# Two L holes in In³⁺: the L3L3 Auger lines predicted from the other eight

In KLL Auger decay a 1s vacancy is filled from the n = 2 shell and a second n = 2 electron leaves. Its kinetic energy is the energy of the K-hole ion minus that of the ion with two L holes, so a final state of higher energy gives a slower electron. Two interactions shape the final states. Spin-orbit coupling separates a 2p1/2 hole (L2) from a 2p3/2 hole (L3) by some 200 eV, and the Coulomb repulsion of the two holes splits each pair by tens of eV according to how the holes are coupled. The question is whether the eight known Dirac-Fock lines fix these interactions well enough to give the last two.

KLL Auger lines of In³⁺ ([Kr] 4d⁹5p¹) from Radial Dirac-Fock and Kohn-Sham solver 2, with Dirac-Fock ΔSCF energies (average of configuration, first-order Breit, self-energy, vacuum polarisation) and Coulomb rates. The two holes are in intermediate coupling with the valence shells as spectators; the nuclear rms radius is 4.6156 fm. Kinetic energies are from the vacuum level.

```
leading holes  j  purity  kinetic energy (eV)  share (%)
         L1L1  0   0.992              19267.0       8.03
         L1L2  1   0.966              19573.3      14.05
         L1L2  0    1.00              19605.5       1.05
         L1L3  1   0.966              19772.2      10.25
         L1L3  2    1.00              19816.8       2.80
         L2L2  0   0.991              19853.1       2.75
         L2L3  2   0.997              20069.5      43.30
         L2L3  1    1.00              20086.8       0.02
         L3L3  0       ?                    ?          ?
         L3L3  2       ?                    ?          ?
```

L1 is a 2s hole. The column j is the total angular momentum of the two holes alone, purity is the weight of the leading jj pair in the mixed state, and share is the line's part of the KLL rate. The ion is in 4d⁹5p¹, an excited configuration of In³⁺ whose ground state is 4d¹⁰, and these open shells only look on. Their coupling to the holes, which would split each line further, is left out, and the absolute energies are not those of the ground-state ion, the atom or the metal. The configuration-average energies of the run include the Breit interaction in first order, self-energy and vacuum polarisation, while the rates are Coulomb only. What follows uses only differences, and the model below has no Breit term, so any Breit part of these differences ends up in its fitted steps.

## L1L1: a state that reports on its neighbours

Both holes are in the deepest L subshell, so this is the slowest line, at 19267.0 eV. Its purity of 0.992 is more informative than its energy. The repulsion conserves j and parity, so 2s⁻² can mix only with the two even j = 0 states, L2L2 and L3L3. The admixture of 0.8% already contains a piece of a withheld state, and it will be used below to check the coupling strength.

## The four 2s2p lines: the model worked in full

A 2s and a 2p hole with parallel spins avoid each other, and with opposite spins they do not. The singlet ¹P therefore lies higher in energy than the triplet ³P, by 2G/3 in Slater-Condon theory, where G is the exchange integral G¹(2s,2p). The states with j = 0 and j = 2 are the only ones of their j with odd parity. They are pure ³P0 and ³P2, and their purity of 1.00 is symmetry and tests nothing. They share the same repulsion in this nonrelativistic algebra, so their distance is the L2→L3 step:

D = 19816.8 − 19605.5 = 211.3 eV.

The two j = 1 states are mixtures. Recoupling gives the jj state L1L2 a singlet weight of 1/3 and L1L3 a weight of 2/3. Relative to their triplet partners they are slowed by 2G/9 and 4G/9, and they are coupled by 2√2·G/9. Mixing leaves the sum of two levels unchanged, so the two splittings in the table must add to 2G/3:

32.2 + 44.6 = 76.8 eV, hence G = 115.2 eV.

The shifts are then 25.6 and 51.2 eV and the coupling is 36.2 eV. The unmixed gap is 211.3 − 25.6 = 185.7 eV, and mixing widens it to √(185.7² + 4 × 36.2²) = 199.3 eV, against 19772.2 − 19573.3 = 198.9 eV in the table. The purity is (1 + 185.7/199.3)/2 = 0.966, which is the tabulated value. The energies of these rows went into G and D, but the purity did not, so it is a real check. It is one check and not two, because two states that mix only with each other must have equal purity.

The shares are harder. The singlet decays strongly and the triplet weakly, as the 1.05% and 2.80% of the pure triplet rows show. In unmixed jj states the ¹P strength would divide 1 : 2 in favour of L1L3. An admixture of 3.4% in weight is 18% in amplitude, a rotation by about 11°. It moves the singlet character towards the state of higher energy, L1L2, from a mixing angle near 55° to one near 44°, and the singlet weights become 0.516 for L1L2 and 0.484 for L1L3. This explains most of why L1L2 j = 1 can overtake L1L3 j = 1.

It does not explain all of it. In the nonrelativistic limit the singlet and triplet parts decay to orthogonal total states of ion plus electron, their rates add without interference, and the triplet part can only pull the ratio down from 0.516/0.484 = 1.07. The table has 14.05/10.25 = 1.37. The triplets deviate in the same direction, since ³P2 and ³P0 should stand as 2j + 1, or 5 : 1, and stand as 2.67 : 1. The numbers thus show that lines with an L3 hole are weaker than LS counting allows, by a factor 1.07/1.37 = 0.78 for the j = 1 pair and 2.67/5 = 0.53 for the triplets.

The likely cause is relativistic. The 2p1/2 orbital is contracted and has density at the nucleus, so it overlaps the 1s vacancy better than 2p3/2 does. That this accounts for the size is a guess, because unequal radial functions also let singlet and triplet amplitudes interfere, and the table cannot separate the two effects. The change in electron energy, 200 eV in 20 keV, looks too small to matter much. The triplet factor is the less transferable one. A triplet amplitude is a difference of direct and exchange terms and magnifies small radial changes, and the rates here are Coulomb only, while the Breit interaction matters most, relatively, for weak lines such as L1L2 j = 0.

## L2L2 and L2L3: a selection rule and a second step size

The contrast between 43.30% and 0.02% for two lines 17.3 eV apart is a selection rule. The K hole is an even ²S state, and the Coulomb interaction without spin-orbit coupling conserves L, S and parity. A 2p⁻² ion is even. For its ³P term the electron needs l = 1 to bring the total L to zero, which makes the parity odd, so the decay is forbidden. ¹D with a d electron and ¹S with an s electron are allowed. L2L3 j = 1 is pure ³P1 and is dark up to relativistic leakage, and 0.02% with a rounding of 0.005% fixes only the order of that leakage. L2L3 j = 2 is mostly ¹D2 and takes the largest share among the known rows.

With K = F²(2p,2p)/25, the terms of p² have energies of −5K (³P), +K (¹D) and +10K (¹S) relative to the spherical repulsion F⁰. The jj states follow from their singlet weights: L2L3 j = 2 has 2/3 of ¹D and L3L3 j = 2 has 1/3, while L2L2 has 1/3 of ¹S and L3L3 j = 0 has 2/3. The repulsion energies on the same scale are −5K for L2L3 j = 1, −K and −3K for the two j = 2 states (coupling 2√2·K), and 0 and +5K for the two j = 0 states (coupling 5√2·K). The 2s⁻² state couples to ¹S by G/√3, with no new parameter.

In the electron energies these signs are reversed, and from here on up and down refer to electron energies. The L2L3 splitting is 4K plus the push from the L3L3 line above, 8K²/(D + 2K). With K = 4.17 eV this is 16.7 + 0.6 = 17.3 eV. The distance from L2L2 to L2L3 j = 1, which is 20086.8 − 19853.1 = 233.7 eV, then gives the step. It equals D + 5K, plus the downward push on L2L2 from L3L3, 50K²/(2D − 5K) = 2.1 eV, minus the upward push from L1L1, (G²/9)/586 eV = 2.5 eV. So D ≈ 233.7 − 5K − 2.1 + 2.5 = 213.2 eV to second order, and exact diagonalisation raises this to 213.8 eV.

These constants come from a least-squares fit of the matrices to the eight known energies, with seven parameters: three offsets, G, K and one D for each of the 2s2p and 2p2p groups. The fit itself proves little. L1L1 and the three known 2p2p lines have four parameters and are met exactly, and the four 2s2p lines are met to about 0.1 eV, twice the rounding. The unfitted purities carry the weight. The model gives 0.9922 for L1L1, 0.9909 for L2L2 and 0.9972 for L2L3 j = 2, each agreeing with the table to its last digit, so the coupling strengths are right as far as rounded purities can show. The admixtures are so small that this means several per cent and not three digits.

The two steps differ, 211.1 eV beside a 2s hole and 213.8 eV between L2L2 and L2L3. A fit with one common D (211.8 eV) leaves residuals up to 0.88 eV and drives K up to 4.43 eV, since K and D trade against each other. The difference of 2.7 eV is therefore real within the model. D is an effective quantity, the spin-orbit splitting plus the change in repulsion with the other hole when 2p1/2 is replaced by 2p3/2, and the model has one radial function where the calculation has two. A cruder picture fails more plainly. For hydrogenic orbitals G and F² = 25K both equal 45Z/512 hartree, yet 115.2 and 104.2 eV call for effective charges of 48.2 and 43.6.

## Predictions for L3L3

The step from L2L3 to L3L3 was taken equal to that from L2L2 to L2L3, as the nearest analogue. Starting from L2L3 j = 1, the j = 2 line lies D − 2K higher, plus the push it returns to L2L3 j = 2: 20086.8 + 213.8 − 8.3 + 0.6 = 20292.9 eV. The j = 0 line lies D − 10K higher, at 20258.9 eV, before L2L2 pushes it up by 2.1 eV and L1L1 by (2G²/9)/990 eV ≈ 3.0 eV. The three-state cross term takes off 0.3 eV and leaves 20263.7 eV. The bar of 3 eV is a judgement taken from the gap between the two values of D.

For the shares, j = 2 follows the ¹D weight, which mixing has moved to 0.716 in L2L3 and 0.284 in L3L3. Their ratio is 0.398, which gives 43.30 × 0.398 = 17.2%. The j = 0 states draw on two amplitudes, one for 2s⁻² and one for ¹S, fixed by the shares of L1L1 and L2L2. Shares are squares, so the table leaves the relative sign open, and the two choices give 3.8% and 4.6%, with mean 4.2%. The sum of 21.4% is too much. If the ten lines make up 100%, the known 82.25% leaves 17.75%, which is bookkeeping and no prediction. The overshoot has the sign seen in the 2s2p rows.

One factor r was therefore applied per L2→L3 exchange, once for j = 2 (scaled from L2L3) and twice for j = 0 (scaled from L2L2). The condition 17.2r + 4.2r² = 17.75 gives r = 0.854. Only the split between the two lines is predicted. Other ways of scaling put j = 0 at 3.48% (a common factor) or 2.83% (the factor 0.78 for the ratio, then closure), and the bar was judged from this spread and from the sign ambiguity.

- L3L3 j = 2 is the fastest line: 20293 ± 3 eV, purity 0.997 ± 0.001 (equal to L2L3 j = 2, since only those two mix), share 14.7 ± 0.8%, second strongest of all unless it falls below 14.05%.
- L3L3 j = 0: 20264 ± 3 eV, about 29 eV below j = 2, purity 0.993 ± 0.002, share 3.1 ± 0.8%, near L2L2.

The withheld rows as computed:

```
leading holes  j  purity  kinetic energy (eV)  share (%)
         L3L3  0   0.993              20261.4       2.85
         L3L3  2   0.997              20290.7      14.90
```

## The last two rows

All six values fall inside their bars, but the hits are of unequal worth.

The purity 0.997 of j = 2 was forced by the two-state structure and adds nothing to the L2L3 row. The purity 0.993 of j = 0, against 0.9929 predicted, is a modest test of the 3 × 3 matrix, modest because the other two purities of that matrix already confine it.

Both energies were predicted too high, by 2.3 eV for j = 0 and 2.2 eV for j = 2, about three quarters of the bar and over forty times the rounding. The pattern locates the fault. The distance between the two lines is 29.3 eV against 29.2 eV predicted, and this distance contains K and the pushes but depends on D only through the denominators of the pushes, which are themselves small. The multiplet part of the model carried over, and the step did not. The step from L2L3 j = 1 to L3L3 j = 2 is 203.9 eV against 206.1 eV, an error of 1.1% of the computed step. The effective D from L2L3 to L3L3 is 213.8 − 2.2 = 211.6 eV, closer to the 2s2p value than to the one chosen as its nearest analogue. That choice was the miss.

The common-D fit would have met j = 2 to the last digit, at 20290.7 eV, but this is a cancellation and no vindication. It puts j = 0 at 20259.6 eV, 1.8 eV too low, and so gives a splitting of 31.1 eV in place of 29.3 eV, because its K was inflated to absorb the larger lower step.

Theory gives a sign for the inequality of the steps. Write F₁₁, F₁₃ and F₃₃ for the spherical repulsion of L2L2, L2L3 and L3L3 holes. The lower step contains F₁₁ − F₁₃ and the upper one F₁₃ − F₃₃. Their difference, F₁₁ + F₃₃ − 2F₁₃, is the Coulomb self-energy of the difference between the 2p1/2 and 2p3/2 densities and cannot be negative. This term has the sign found, but the two densities are close, and for Dirac hydrogenic orbitals it supplies only a small part of the 2.2 eV. The satellite shifts of the same run show where the inequality sits. With an L2 spectator the K-L3 and K-L2 shifts differ by 77.87 − 61.79 = 16.08 eV, and with an L3 spectator by 60.79 − 60.67 = 0.12 eV. These are the two steps between configuration averages, each less the same one-hole splitting. The Coulomb averages of the three pairs (0, −5K/2 and −5K/3) account for 10K/3 = 13.90 eV of the difference of 15.96 eV and leave 2.06 eV. The inequality is thus present before any mixing, and the coupling of L1L1 to L2L2 is not its source. The likely main part is the Breit interaction between the two holes. For Dirac hydrogenic 2p orbitals the average of its magnetic part is largest for L2L2 and smallest for L2L3, and the same combination of the three averages is positive and of about the missing size. Neither hydrogenic estimate, of the repulsion or of the Breit part, is worked out in this analysis, and the outputs used here give no separate Breit energy, so the attribution is untested. The Breit estimate also omits retardation and screening, and unequal relaxation in the ΔSCF energies may add to it. For a spectrum the miss is small. The width of 789.94 meV in this run covers decay to two L holes only, and the full K width of indium, mostly radiative, is roughly 8 eV (a rough recalled size), several times the error.

The ten shares add to 100.00%, which confirms the normalisation and forces the two misses to be equal and opposite. The j = 2 line has 14.90%, 0.21 points above the prediction (1.4% of the computed share), and is the second strongest. The j = 0 line has 2.85%, 0.21 points below (7% of the computed share), and 1.04 times L2L2. The ratio of the two j = 2 lines is 0.344 where ¹D weights give 0.398, so the weakening of L3 lines is now seen directly in the 2p2p group, with a factor 0.87.

In hindsight 0.87² = 0.76, which is the ratio of 2.85% to the lower sign branch of 3.8%. That branch is the one in which mixing drains intensity from L1L1 into the 2p⁻² states, and had it been used in place of the mean, one factor would have described both rows. The agreement alone does not settle the sign, since the variant built on 0.78 also gave 2.83%. The radial integrals could: opposite signs of the monopole integral for 2s⁻² and the dipole integral for ¹S, as expected for hydrogenic orbitals, would select the draining branch. They were not evaluated in this analysis, so that choice remains unconfirmed. Nor is r a constant of the atom, with 0.87, 0.78 and 0.53 in three comparisons.

The trend for neighbouring elements follows from scaling. G and K grow about as Z and D about as Z⁴, so the mixing amplitudes, of order G/D and K/D, fall roughly as Z⁻³. In heavier atoms the purities of the j = 1 and j = 2 pairs approach 1 and the ¹D weight of L3L3 j = 2 rises from 0.284 towards its jj limit of 1/3. In much lighter atoms that state turns into ³P2 and goes dark, as L2L3 j = 1 is here, while L2L3 j = 2 collects the ¹D strength. How the relativistic weakening of L3 lines runs along Z cannot be read from one ion.

The lesson for such fits is that a Coulomb model hides the Breit term of the two holes in its steps, so equal steps L2L2→L2L3 and L2L3→L3L3 should not be assumed at this Z. What stays open is how the 2.2 eV divides exactly among Breit interaction, repulsion between unlike 2p orbitals and relaxation, and why the mean of the two 2p2p steps, 212.7 eV, lies above the 211.1 eV found beside a 2s hole.
